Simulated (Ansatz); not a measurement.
## HgPt₃: the change of energy above lowest point and pressure with volume scale

All results are calculated (Ansatz 0.2.0). Free energy against uniform scaling of the volume at fixed shape and fractions; periodic cell, basis, potentials, k mesh and filling as listed.

The cell before it is scaled or strained (space group Cmmm, No. 65):
```
CELL_PARAMETERS angstrom
2.91440 -3.97260 0.00000
2.91440 3.97260 0.00000
0.00000 0.00000 2.90570
ATOMIC_POSITIONS crystal
Hg 0.00000 0.00000 0.00000
Pt 0.50000 0.50000 0.00000
Pt 0.00000 0.50000 0.50000
Pt 0.50000 0.00000 0.50000
```

Settings of every row: functional LDA; dispersion none; potentials PAW; wave cutoff 421.78 eV; density cutoff 1687.1 eV; k mesh 5x5x8; k shift 0x0x0; occupations gaussian; smearing width 0.1 eV; spin none; SCF threshold exponent -9.

Limits: coarse k mesh, up to 40 meV an atom off; stress loosely converged; no spin-orbit coupling, which can matter with elements this heavy; the cell comes from a prototype or a list of computed structures and needn't be the stable phase.

| row | volume scale | V (Å³/atom) | energy above lowest point (meV/atom) | pressure (GPa) |
| --- | --- | --- | --- | --- |
| 1 | 0.9 | 15.139 | 13.2 | 8.95 |
| 2 | 0.925 | 15.559 | 0 | 1.34 |
| 3 | 0.95 | 15.98 | ? | ? |
| 4 | 0.975 | 16.4 | 25.7 | -10.44 |
| 5 | 1 | 16.821 | 59.2 | -14.93 |
| 6 | 1.025 | 17.241 | 103.4 | -18.68 |
| 7 | 1.05 | 17.662 | 156.6 | -21.78 |
| 8 | 1.075 | 18.082 | 217.3 | -24.34 |
| 9 | 1.1 | 18.503 | 284 | -26.44 |

Question: what energy above lowest point and pressure should row 3 give?

Worked fit of energy above lowest point. Take u = (V_r/V)^(2/3) − 1 with V_r = 17.031 Å³ an atom, which is twice the finite (Eulerian) strain; such expansions in the strain, on which the Birch-Murnaghan equation of state is built, carry the rest volume and the bulk modulus. The shown rows have u = 0.08167, 0.06212, 0.02549, 0.00831, -0.00814, -0.02396, -0.03913, -0.05377. Least squares give energy above lowest point = 80.08 − 2692.4 × u + 21453 × u² + 18217 × u³ meV/atom; a parabola predicts inner rows, each left out in turn, worse (root mean square 1.3 against 0.076 meV/atom). The rows lie off it by 0.0, 0.0, 0.0, 0.0, 0.0, -0.1, 0.1, 0.0. Its lowest point lies at u = 0.0584, or V = 15.64 Å³ an atom, and the curvature there gives the bulk modulus at fixed shape and fractions, B = (4/9)(1 + u)² E″(u)/V = 251 GPa. Letting shape and atoms relax would as a rule lower it, by much in layered, chain or molecular crystals. The withheld row has u = 0.04338, so the fit gives 80.08 − 2692.4 × (0.04338) + 21453 × (0.04338)² + 18217 × (0.04338)³ = 5.1 meV/atom.

The calculation gave 5.1 meV/atom. The fit meets it to the printed digit.

Worked fit of pressure. Take u = (V_r/V)^(2/3) − 1 with V_r = 17.031 Å³ an atom, which is twice the finite (Eulerian) strain; such expansions in the strain, on which the Birch-Murnaghan equation of state is built, carry the rest volume and the bulk modulus. The shown rows have u = 0.08167, 0.06212, 0.02549, 0.00831, -0.00814, -0.02396, -0.03913, -0.05377. Least squares give pressure = −16.891 + 227.11 × u + 989.4 × u² + 1273 × u³ GPa; a parabola predicts inner rows, each left out in turn, worse (root mean square 0.092 against 0.0046 GPa). The rows lie off it by 0.00, 0.00, 0.00, 0.00, -0.01, 0.00, 0.00, 0.00. The pressure vanishes at u = 0.0584, or V = 15.64 Å³ an atom, and there the bulk modulus at fixed shape and fractions is B = −V dP/dV = (2/3)(1 + u) dP/du = 251 GPa. Letting shape and atoms relax would as a rule lower it, by much in layered, chain or molecular crystals. The withheld row has u = 0.04338, so the fit gives −16.891 + 227.11 × (0.04338) + 989.4 × (0.04338)² + 1273 × (0.04338)³ = -5.07 GPa.

The calculation gave -5.07 GPa. The fit meets it to the printed digit.
